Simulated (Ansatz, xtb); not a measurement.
# BGeH7OSi: which of two isomers lies lower

We compare X, `B[Si@@H](O)[GeH3]`, a singlet, with Y, `[BH2][GeH2][SiH2]O`, a singlet. Both are isolated molecules in the gas phase, relaxed with B3LYP-D3(BJ)/def2-SVP; the shapes shown needn't be the lowest conformers.

X (Å):

```xyz
11

B     0.0841    2.9509   -0.1568
Ge    1.2415   -0.3356    0.1112
O     2.2758    2.0239   -2.0708
Si    0.8334    1.5505   -1.3499
H    -1.0303    2.7975    0.2812
H     0.7295    3.8904    0.2338
H    -0.1498    1.0646   -2.3725
H     2.7304    1.3619   -2.6051
H     2.0604   -1.4026   -0.6555
H     2.0642    0.0669    1.3552
H    -0.0700   -0.9942    0.5931
```

Y (Å):

```xyz
11

B    -1.8659   -0.3852    0.8651
Ge    0.0369   -0.1298    0.1542
O     0.3109    3.0809    1.2050
Si    0.3465    2.2346   -0.2399
H    -2.1144   -0.1645    2.0252
H    -2.7772   -0.6614    0.1267
H     1.1249   -0.5407    1.1730
H     0.3134   -0.8664   -1.1771
H    -0.6966    2.7154   -1.1988
H     1.6885    2.4859   -0.8277
H    -0.4361    2.9177    1.7921
```

Quicker runs give these differences E(Y) − E(X): GFN2-xTB −5.4 kcal/mol; HF/STO-3G −3.5 kcal/mol (at GFN2-xTB geometries); r2SCAN-D4/def2-SVP −2.0 kcal/mol (at GFN2-xTB geometries).

Question: Estimate E(Y) − E(X) at the level CCSD(T)/def2-SVP + ΔMP2/def2-TZVPP.

Answer: Calculated at CCSD(T)/def2-SVP + ΔMP2/def2-TZVPP: E(Y) − E(X) = −2.9 kcal/mol, so structure Y lies lower.

Level by level:

| level | geometry | E(Y) − E(X) (kcal/mol) | departure from the last row (kcal/mol) | job, with rough time for the two |
| --- | --- | --- | --- | --- |
| GFN2-xTB | GFN2-xTB | −5.4 | −2.5 | optimisation, 0.19 s |
| HF/STO-3G | GFN2-xTB | −3.5 | −0.6 | single point, 0.42 s |
| r2SCAN-D4/def2-SVP | GFN2-xTB | −2.0 | +0.9 | single point, 2.7 s |
| B3LYP-D3(BJ)/def2-SVP | B3LYP-D3(BJ)/def2-SVP | −1.4 | +1.5 | optimisation, 61 s |
| HF/def2-SVP | B3LYP-D3(BJ)/def2-SVP | −1.9 | +1.0 | part of the CCSD(T) run |
| MP2/def2-SVP | B3LYP-D3(BJ)/def2-SVP | −2.5 | +0.4 | part of the CCSD(T) run |
| CCSD(T)/def2-SVP | B3LYP-D3(BJ)/def2-SVP | −1.9 | +1.0 | single point |
| CCSD(T)/def2-SVP + ΔMP2/def2-TZVPP | B3LYP-D3(BJ)/def2-SVP | −2.9 |  | single point, 26 s |

As drawn, Y has 1 B–Ge, 1 Si–H in place of 1 B–Si, 1 Ge–H.

None of the levels shown reverses the order. The largest departure from CCSD(T)/def2-SVP + ΔMP2/def2-TZVPP is that of GFN2-xTB, 2.5 kcal/mol. The last row adds to CCSD(T) the change of the MP2 difference between the two basis sets, here −1.0 kcal/mol.

With thermal terms from frequencies at re-optimised GFN2-xTB minima (ideal gas, soft modes damped towards free rotors, one conformer each, 298.15 K, 1 atm): on the last row, ΔE + ΔZPE = −2.3, ΔH = −2.4, ΔG = −2.2 kcal/mol.

The correlated steps freeze 16 core orbitals; the filled d shell of Ge is correlated, in a basis made for valence electrons. Mirror images aren't counted in ΔG. Run with Ansatz 0.2.0, xtb 6.7.1; the last row on 2 threads of Intel(R) Xeon(R) 6975P-C (Granite Rapids) on a shared host.

Y is modestly favoured, by −2.9 kcal/mol, and the bond exchange suggests why. Moving the boryl group from silicon to germanium replaces a Ge–H bond with a stronger Si–H bond, which probably outweighs the loss of B–Si bonding in favour of the somewhat weaker B–Ge bond. The Si–O, Si–Ge and O–H links are kept, so much of the bonding energy cancels; differences in hyperconjugation into the empty boron p orbital may also contribute.

The preference doesn't depend on electron correlation: HF and CCSD(T) both give −1.9 kcal/mol in the small basis, and enlarging the basis strengthens it. Zero-point energy trims the gap to −2.3 kcal/mol, as expected when a stiffer Si–H oscillator replaces Ge–H, while the small further change to ΔG shows that entropy has little influence. The result ranks only these two connectivities: neither contains a B–O bond, and isomers that pair the oxophilic boron with oxygen could well lie much lower.
